Dear colleague,

The static polarisability of H$^-$ can be bounded from below with two ground-state averages, $\langle r^2\rangle$ and $\langle \mathbf r_1\cdot\mathbf r_2\rangle$, and no knowledge of any excited state. The tool is the Cauchy–Schwarz inequality, applied to powers of the excitation energy. You should be able to check every link, so I write the chain out from the axioms. I use atomic units ($\hbar=m_e=e=4\pi\varepsilon_0=1$): energies in hartree $E_h$, lengths in bohr $a_0$, polarisabilities as volumes in $a_0^3$.

## 1. Premises

States are vectors of a complex Hilbert space. The inner product $\langle f|g\rangle$ is linear in $g$, obeys $\langle f|g\rangle=\langle g|f\rangle^*$ (so it is antilinear in $f$), and is positive definite: $\langle f|f\rangle\ge 0$, with zero only for $f=0$.

For operators I take the spectral theorem as given. To a self-adjoint $W$ and a vector $\chi$ belongs a non-negative measure $\mu$ on the spectrum of $W$ such that, for functions $A$ and $B$ of a real variable,

$$\langle A(W)\chi\,|\,B(W)\chi\rangle=\int A(w)^*B(w)\,d\mu(w),$$

and $A(W)\chi$ exists as a vector exactly when $\int|A|^2d\mu$ is finite. If the spectrum is discrete, with $W|n\rangle=w_n|n\rangle$, the integral is the sum $\sum_n|\langle n|\chi\rangle|^2A(w_n)^*B(w_n)$. The measure form matters here because the dipole spectrum of H$^-$ is a continuum.

## 2. The inequality

**Claim.** $|\langle f|g\rangle|^2\le\langle f|f\rangle\langle g|g\rangle$, with equality if and only if $f$ and $g$ are linearly dependent.

If $g=0$, both sides vanish and the pair is dependent. Otherwise $\langle g|g\rangle>0$, and I remove from $f$ its component along $g$:

$$|h\rangle=|f\rangle-\lambda|g\rangle,\qquad \lambda=\frac{\langle g|f\rangle}{\langle g|g\rangle}.$$

Expanding with linearity in the ket and antilinearity in the bra,

$$\langle h|h\rangle=\langle f|f\rangle-\lambda\langle f|g\rangle-\lambda^*\langle g|f\rangle+|\lambda|^2\langle g|g\rangle .$$

Since $\langle g|f\rangle\langle f|g\rangle=|\langle f|g\rangle|^2$, each of the last three terms has magnitude $|\langle f|g\rangle|^2/\langle g|g\rangle$, with signs $-,-,+$. Multiplying by $\langle g|g\rangle$,

$$\langle f|f\rangle\langle g|g\rangle-|\langle f|g\rangle|^2=\langle g|g\rangle\langle h|h\rangle\ \ge 0. \tag{1}$$

This proves the inequality. Equality requires $\langle h|h\rangle=0$, hence $h=0$ by definiteness, hence $f=\lambda g$. Conversely, let the pair be dependent with $g\neq0$. Then $f=\beta g$ for some complex $\beta$, and both sides equal $|\beta|^2\langle g|g\rangle^2$. Both sides scale in the same way when $f$ or $g$ is rescaled, so nothing depends on normalisation.

## 3. The moment form

Let $W$ be self-adjoint and positive, and let $\chi\neq0$ have no component in the null space of $W$, so that $\mu$ lives on $w>0$ and negative powers make sense. Define

$$M(s)=\langle\chi|W^s|\chi\rangle\equiv\int w^s\,d\mu(w).$$

Take real $s,t$ with $M(s)$ and $M(t)$ finite. Then $f=W^{s/2}\chi$ and $g=W^{t/2}\chi$ are vectors of the space, and the spectral formula gives $\langle f|f\rangle=M(s)$, $\langle g|g\rangle=M(t)$ and $\langle f|g\rangle=\int w^{s/2}w^{t/2}d\mu=M\big(\tfrac{s+t}{2}\big)$, which is real and positive. Inequality (1) becomes

$$M\!\left(\tfrac{s+t}{2}\right)^2\le M(s)\,M(t). \tag{2}$$

Positivity of $W$ is what makes $w^{s/2}$ real, so that $|w^{s/2}|^2=w^s$. Without it the norms are not the moments.

For $s=t$, (2) is an identity. For $s\ne t$, equality means $f=\lambda g$ (here $g\ne0$, since $M(t)>0$), that is $\int|w^{s/2}-\lambda w^{t/2}|^2d\mu=0$. So $w^{(s-t)/2}=\lambda$ wherever $\mu$ has weight. A non-zero power of $w$ is strictly monotonic on $w>0$, so only one $w$ can satisfy this, and $\chi$ is an eigenvector of $W$. Equality means a spectrum with a single line.

Setting $s=k-1$, $t=k+1$ gives $M(k)/M(k-1)\le M(k+1)/M(k)$: the mean energies formed from successive moments never decrease with $k$.

## 4. The atom and its sums

Take $N$ electrons and a fixed point nucleus of charge $Z$ at the origin,

$$H=-\tfrac12\sum_i\nabla_i^2-\sum_i\frac{Z}{r_i}+\sum_{i<j}\frac1{r_{ij}},$$

with a normalised, non-degenerate ground state $|0\rangle$ of zero angular momentum and energy $E_0$. Let $D=\sum_i z_i$; the electronic dipole moment along $z$ is $-D$. The ground state has definite parity and $D$ is odd, so $\langle0|D|0\rangle=0$, and

$$|\chi\rangle=D|0\rangle$$

is orthogonal to $|0\rangle$. On the space orthogonal to $|0\rangle$ put $W=H-E_0$. I assume a gap: the states reached by $D$ have $w\ge\Delta>0$. With $\omega_n=E_n-E_0$, the oscillator strengths and their sums are

$$f_n=2\omega_n|\langle n|D|0\rangle|^2,\qquad S(k)=\sum_n f_n\,\omega_n^k=2\langle\chi|W^{k+1}|\chi\rangle=2M(k+1),$$

where the sum includes the integral over the continuum. There $f_n$ becomes a density $df/d\omega$, to which your photodetachment cross-section is proportional. Three of the sums have a direct meaning.

**$S(-2)$ is the polarisability.** A field $F$ along $z$ adds $+FD$ to $H$. Write the state as $|0\rangle+F|1\rangle+\dots$, with all corrections orthogonal to $|0\rangle$, and the energy as $E_0+FE_1+F^2E_2+\dots$ The terms of order $F$ give $(H-E_0)|1\rangle=-(D-E_1)|0\rangle$. Projection on $|0\rangle$ gives $E_1=\langle0|D|0\rangle=0$, so $|1\rangle=-W^{-1}|\chi\rangle$. The terms of order $F^2$, projected on $|0\rangle$, give $E_2=\langle0|D|1\rangle=-\langle\chi|W^{-1}|\chi\rangle$. With the definition $E=E_0-\tfrac12\alpha F^2$,

$$\alpha=2\langle\chi|W^{-1}|\chi\rangle=S(-2).$$

**$S(0)$ counts electrons.** The potential is a function of the coordinates and commutes with $D$. For the kinetic energy, $\partial_z^2(z\phi)-z\,\partial_z^2\phi=2\,\partial_z\phi$ for any $\phi$, so $[H,D]=-\sum_i\partial_{z_i}$. Then $[z_i,-\partial_{z_j}]=\delta_{ij}$ gives $[D,[H,D]]=N$. Written out, the double commutator is $2DHD-D^2H-HD^2$, whose ground-state average is $2\langle0|D(H-E_0)D|0\rangle=2\langle\chi|W|\chi\rangle$. Hence $S(0)=N$, the Thomas–Reiche–Kuhn rule.

**$S(-1)$ is a size.** Directly, $S(-1)=2\langle\chi|\chi\rangle=2\langle D^2\rangle$. With $\mathbf R=\sum_i\mathbf r_i$, the isotropy of the state makes the three Cartesian components equivalent, so $S(-1)=\tfrac23\langle\mathbf R^2\rangle$. For two electrons $\mathbf R^2=r_1^2+r_2^2+2\,\mathbf r_1\cdot\mathbf r_2$. Let $\langle r^2\rangle=\langle r_1^2\rangle=\langle r_2^2\rangle$ be the value per electron. Then

$$S(-1)=\tfrac43\left(\langle r^2\rangle+\langle\mathbf r_1\cdot\mathbf r_2\rangle\right).$$

The moments needed are finite. The bound state decays exponentially, so $D|0\rangle$ and its gradient are square-integrable, and $M(-1)\le M(0)/\Delta$ because of the gap.

## 5. The bound

Put $s=1$, $t=-1$ in (2) and multiply by 4. This is $S(-1)^2\le S(0)\,S(-2)$, or

$$\alpha\ \ge\ \alpha_{\rm low}=\frac{S(-1)^2}{N}=\frac{4}{9N}\langle\mathbf R^2\rangle^2 ,\tag{3}$$

a result usually associated with Kirkwood. For two electrons and any $Z$ for which the premises hold,

$$\alpha\ \ge\ \tfrac89\left(\langle r^2\rangle+\langle\mathbf r_1\cdot\mathbf r_2\rangle\right)^2.\tag{4}$$

The cross term follows from the interelectronic distance: $r_{12}^2=r_1^2+r_2^2-2\,\mathbf r_1\cdot\mathbf r_2$ gives $\langle\mathbf r_1\cdot\mathbf r_2\rangle=\langle r^2\rangle-\tfrac12\langle r_{12}^2\rangle$. It vanishes for any wavefunction of $r_1$ and $r_2$ alone, because the angle between the electrons then averages freely. It is negative when the electrons prefer opposite sides of the nucleus, and dropping a negative cross term gives a number that the theorem no longer guarantees.

Three remarks show what (3) leaves out.

*The deficit is a variance.* Since $f_n\ge0$ and $\sum_nf_n=N$, the numbers $p_n=f_n/N$ form a probability distribution. For $x=1/\omega$, call its mean $\bar x$ and its variance $\sigma^2$. Then $S(-1)=N\bar x$ and $S(-2)=N(\bar x^2+\sigma^2)$, so

$$\alpha=\alpha_{\rm low}\left(1+\sigma^2/\bar x^2\right).\tag{5}$$

The bound replaces the spectrum by one line of strength $N$ at $\bar\omega=1/\bar x=S(0)/S(-1)$, giving $\alpha_{\rm low}=N/\bar\omega^2$.

*The gap gives a ceiling.* On the spectrum $1/w\le1/\Delta$, so $M(-1)\le M(0)/\Delta$ and

$$\alpha\le S(-1)/\Delta.\tag{6}$$

*The bound can be improved.* For any trial vector $\phi$ orthogonal to $|0\rangle$ with $\langle\phi|W|\phi\rangle$ finite, the squared norm of $W^{1/2}\phi-W^{-1/2}\chi$ is non-negative. Expanded and doubled, this reads $\alpha\ge4\,{\rm Re}\langle\chi|\phi\rangle-2\langle\phi|W|\phi\rangle$. The choice $\phi=\gamma\chi$ with real $\gamma$ gives $2\gamma S(-1)-\gamma^2S(0)$, which is largest at $\gamma=S(-1)/S(0)$ and there equals $\alpha_{\rm low}$. A trial space that contains $\chi$ can only raise the maximum.

## 6. Three exactly soluble tests

All three have $N=1$, so $\alpha_{\rm low}=\tfrac49\langle r^2\rangle^2$. For a function $z\,u(r)$ I use $\nabla^2(zu)=z\,(u''+4u'/r)$.

**Harmonic well**, $V=\tfrac12\omega_0^2r^2$. The ground state is $\psi_0\propto e^{-\omega_0r^2/2}$, and $W\chi=[H,z]\psi_0=-\partial_z\psi_0=\omega_0\,z\psi_0$. So $\chi$ is an eigenvector and equality must hold. Indeed $\langle r^2\rangle=3/(2\omega_0)$ gives $\alpha_{\rm low}=1/\omega_0^2$, and $\alpha=2\langle z^2\rangle/\omega_0=1/\omega_0^2$.

**Hydrogen atom.** Here $\psi_0\propto e^{-r}$, $E_0=-\tfrac12$, $\langle r^2\rangle=3$ and $\langle r^3\rangle=15/2$, so $S(-1)=2$ and $\alpha_{\rm low}=4$. For the exact value take $u=(1+r/2)e^{-r}$, with $u'=-\tfrac12(1+r)e^{-r}$ and $u''=\tfrac12re^{-r}$. Then $W(zu)=z\,[-\tfrac12u''-2u'/r-u/r+\tfrac12u]=z\,e^{-r}$, so $W^{-1}\chi=z(1+r/2)\psi_0$ and

$$\alpha=\tfrac23\left\langle r^2+\tfrac12r^3\right\rangle=\tfrac92 .$$

The ratio $\alpha/\alpha_{\rm low}$ is $9/8$, and (5) gives $\sigma/\bar x=0.35$. The first line lies at $\Delta=\tfrac12-\tfrac18=\tfrac38$, close to $\bar\omega=\tfrac12$, and the ceiling (6) is $16/3$.

**Zero-range well.** This is the idealisation of a weakly bound outer electron: $\psi_0\propto e^{-\kappa r}/r$ with binding energy $\Delta=\kappa^2/2$, and a force that acts on $s$ waves only, so that on $p$ waves $W=-\tfrac12\nabla^2+\tfrac12\kappa^2$. The potential is singular, so I verify $S(0)$ directly. For $z\psi_0=\cos\theta\,e^{-\kappa r}$, the form $\int[\tfrac12|\nabla(z\psi_0)|^2+\tfrac12\kappa^2(z\psi_0)^2]\,d^3r$ equals $4\pi/(4\kappa)$, and the norm $\int\psi_0^2\,d^3r$ is $4\pi/(2\kappa)$. Twice their ratio is $S(0)=1$. Next, $\langle r^2\rangle=1/(2\kappa^2)$, so $S(-1)=1/(3\kappa^2)$, $\bar\omega=3\kappa^2=6\Delta$ and $\alpha_{\rm low}=1/(9\kappa^4)$. With $u=e^{-\kappa r}$ one finds $W(zu)=2\kappa\,z\,e^{-\kappa r}/r$, so $W^{-1}\chi=z\,r\,\psi_0/(2\kappa)$. Using $\langle r^3\rangle=3/(4\kappa^3)$,

$$\alpha=\frac{2}{3}\,\frac{\langle r^3\rangle}{2\kappa}=\frac1{4\kappa^4}.$$

Now $\alpha/\alpha_{\rm low}=9/4$ and $\sigma/\bar x=1.12$. A broad continuum above a low threshold makes the bound loose.

## 7. Range of validity

Inequality (1) holds in every inner-product space. Inequality (2) needs a positive self-adjoint $W$, no weight at $w=0$, and finite $M(s)$ and $M(t)$. Finiteness is a real restriction at the upper end, since for Coulomb systems $df/d\omega$ is known to fall as $\omega^{-7/2}$ and $S(k)$ diverges for $k\ge5/2$. The sums used here lie well below that.

Bounds (3) and (4) need four more things.

First, the reference state must lie below every state that $D$ reaches. For an excited state that can decay by a dipole transition, some $f_n$ are negative, $W$ is not positive, and the argument fails.

Second, $S(0)=N$ needs a potential that commutes with $D$. Non-local pseudopotentials and a frozen Hartree–Fock exchange operator do not, and a model built on them must use its own $S(0)$.

Third, the Hamiltonian is non-relativistic with a fixed nucleus. Nuclear motion brings relative corrections of a few times $m_e/m_p=5.4\times10^{-4}$. Relativity brings corrections of the order of the squared fine-structure constant, $5.3\times10^{-5}$, at $Z=1$. Both are small beside the variance term in (5), which is of order unity for a diffuse ion. Also, $\alpha$ is the coefficient of $F^2$ in the limit $F\to0$. At finite field the ion is metastable against field detachment, which no order of the series describes.

Fourth, the averages must be those of the exact ground state. A trial function with a good energy gives no guarantee, because the energy is stationary and $\langle r^2\rangle$ is not. Hydrogen shows it. The function $e^{-\zeta r}$ has $\langle r^2\rangle=3/\zeta^2$, so (3) returns $4/\zeta^4$, which exceeds the exact $9/2$ once $\zeta<(8/9)^{1/4}=0.971$. Its energy $\tfrac12\zeta^2-\zeta$ then lies above the exact one by $\tfrac12(1-\zeta)^2=4.2\times10^{-4}\,E_h$, only 11 meV. A relative error in $\langle\mathbf R^2\rangle$ appears doubled in $\alpha_{\rm low}$.

If you probe with light of frequency $\omega$ below $\Delta$, the bound carries over, because each term of $\alpha(\omega)=\sum_nf_n/(\omega_n^2-\omega^2)$ exceeds its static value.

## 8. Numbers for H$^-$

The ground state is $^1S$ and even. The operator $D$ is spin-free, symmetric in the electrons and a vector component, so it reaches odd $^1P$ states only. Hill proved in 1977 that the ion has no second bound state below the detachment threshold, so $\Delta$ is the detachment energy. As given inputs I take approximate values typical of large correlated calculations with a fixed nucleus:

$$\langle r^2\rangle\approx11.91\,a_0^2,\qquad\langle\mathbf r_1\cdot\mathbf r_2\rangle\approx-0.687\,a_0^2,\qquad\Delta\approx0.0278\,E_h\ (0.76\ {\rm eV}).$$

They are not measurements, and what follows is the model's result for these inputs. Carrying one spare digit, the bracket in (4) is $11.223\,a_0^2$. Then

$$S(-1)=\tfrac43\times11.223=14.96,\qquad \bar\omega=\frac{2}{S(-1)}=0.134\,E_h=3.64\ {\rm eV},$$

$$\alpha_{\rm low}=\tfrac89\,(11.223)^2=112\,a_0^3=16.6\ \text{Å}^3 .$$

Rounding of the inputs in their last digit moves this by about $0.1\,a_0^3$. Leaving out the cross term would give $126\,a_0^3$, which is 13 per cent higher and not covered by the theorem. The ceiling (6) is $S(-1)/\Delta=5.4\times10^2\,a_0^3$, so the model confines the polarisability to

$$112\,a_0^3\le\alpha\le5.4\times10^2\,a_0^3 .$$

As typical knowledge and not as a measurement, the polarisability of H$^-$ is about $200\,a_0^3$, so the lower bound falls short by nearly a factor of two. The reason is visible in the inputs. The ratio $\bar\omega/\Delta$ is 4.8 here, against $4/3$ for the hydrogen atom and 6 for the zero-range well, where the exact ratios $\alpha/\alpha_{\rm low}$ were $9/8$ and $9/4$. The single line at 3.64 eV stands in for a detachment continuum that opens at 0.76 eV together with the excitations of the hydrogen core at much higher energy, and by (5) the spread of $1/\omega$ over that range is exactly the part of $\alpha$ that the figure of $112\,a_0^3$ omits.